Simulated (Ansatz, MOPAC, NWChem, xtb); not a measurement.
# P2H4 (SMILES PP): methods side by side

The runs start from one conformer, not always the lowest.

P2H4, singlet, SMILES `PP`. Each level relaxes the structure for itself.

Each level gives the zero-point energy at each level's own minimum (kJ/mol). The values are calculated.

```tsv
level	kind	program	value (kJ/mol)
AM1	semi-empirical	MOPAC	93.1
PM6-D3H4	semi-empirical	MOPAC	102.1
GFN2-xTB	semi-empirical	xtb	90.1
GFN1-xTB	semi-empirical	xtb	90.4
HF/6-31G* (spherical functions)	Hartree–Fock	NWChem	100.5
HF/6-31G* (Cartesian functions)	Hartree–Fock	Ansatz	100.7
B3LYP-D3(BJ)/6-31G* (spherical functions)	global hybrid	NWChem	92.8
B3LYP/6-31G* (Cartesian functions)	global hybrid	Ansatz	92.7
MP2/6-31G* (Cartesian functions)	perturbation theory	Ansatz	95.7
```

Harmonic and unscaled. The values span 90.1 to 102.1 kJ/mol.

Among the ab initio and density-functional levels, Hartree–Fock gives the largest zero-point energy, B3LYP the smallest, and MP2 lies between them at 95.7 kJ/mol. Most of this energy resides in the P–H stretches and the bending motions of the PH2 groups, because the light hydrogens move in them; the P–P stretch and the torsion contribute little. Hartree–Fock lacks the correlation that softens the bond-stretching potential, which probably accounts for its higher values. Switching between spherical and Cartesian functions barely matters at the Hartree–Fock level, and the two B3LYP variants are equally close.

The semi-empirical methods show no common bias: PM6-D3H4 lies above even Hartree–Fock, AM1 falls almost on B3LYP, and both xTB variants lie lower still. AM1's agreement with B3LYP does not establish an equally good force field, since errors in stretches and bends can cancel in the sum. Only a mode-by-mode comparison would show whether the P–H stretches or the bends cause the spread.
